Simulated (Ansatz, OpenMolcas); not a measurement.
## CH7BGe (SMILES C[BH][GeH3]): the energy, rung by rung

The species is CH7BGe (10 atoms), meant as a singlet with charge 0. SMILES: `C[BH][GeH3]`. The shape is that of a PBE0-D4/def2-TZVP optimisation.

```
atom    x (Å)    y (Å)    z (Å)
   C  -1.2113   0.8480  -0.5797
   B  -0.0139  -0.1230  -0.7197
  Ge   1.1113  -0.7846   0.8816
   H  -1.9726   0.7485  -1.3570
   H  -0.7473   1.8373  -0.7496
   H  -1.6771   0.8987   0.4058
   H   0.3260  -0.4817  -1.8130
   H   0.9184  -2.3074   1.0483
   H   0.7292  -0.1289   2.2240
   H   2.6205  -0.5583   0.6621
```

Each level gives the energy change with the C1–H4 bond stretched from 1.093 to 1.639 Å (eV). The values are calculated.

```tsv
level	kind	program	value (eV)	CPU time (all runs)
HF/def2-SVP (restricted)	Hartree–Fock	Ansatz	2.25	6.2 s
PBE/def2-SVP (restricted)	GGA	OpenMolcas	1.83	68 s
M06-L/def2-SVP (restricted)	meta-GGA	OpenMolcas	2.01	93 s
BHLYP/def2-SVP (restricted)	global hybrid	Ansatz	2.13	19 s
HSE06/def2-SVP (restricted)	range-separated hybrid	Ansatz	2.01	17 s
wB97X/def2-SVP (restricted)	range-separated hybrid	Ansatz	2.07	57 s
PBE-QIDH/def2-SVP (restricted)	double hybrid	Ansatz	2.15	22 s
RPA@PBE/def2-SVP (restricted)	RPA	Ansatz	1.92	31 s
BCCD(T)/def2-SVP (restricted)	coupled cluster or CI	Ansatz	1.95	69 s
```

All-electron rows without a relativistic Hamiltonian named are non-relativistic. The first shape isn't each level's own minimum. The values span 1.83 to 2.25 eV. In the correlated wave-function rows the outer d shell of Ge is correlated, in sets not made for it. Times are those of the runs behind each value, whatever else they computed, on shared processors of several kinds: orders of magnitude only.

Stretching the C–H bond costs 2.25 eV in Hartree–Fock but 1.95 eV in BCCD(T), so electron correlation makes the stretch easier. As the bond lengthens, the bonding and antibonding σ orbitals draw closer in energy, and left-right correlation, which keeps the two electrons on opposite atoms, gains weight; a single closed-shell determinant lacks it and retains too much ionic character. RPA, at 1.92 eV, lies closest to the coupled-cluster value, while PBE falls below it and the hybrids above. More exact exchange probably stiffens the stretch from PBE through HSE06 to BHLYP, but it can't be the only factor, since M06-L, which has none, matches HSE06 at 2.01 eV. The methyl hydrogens are not equivalent here: the C–H bond best aligned with boron's empty p orbital, and so best placed for hyperconjugation, is a different one from the bond stretched. The energies describe a partly stretched bond and are not dissociation energies.
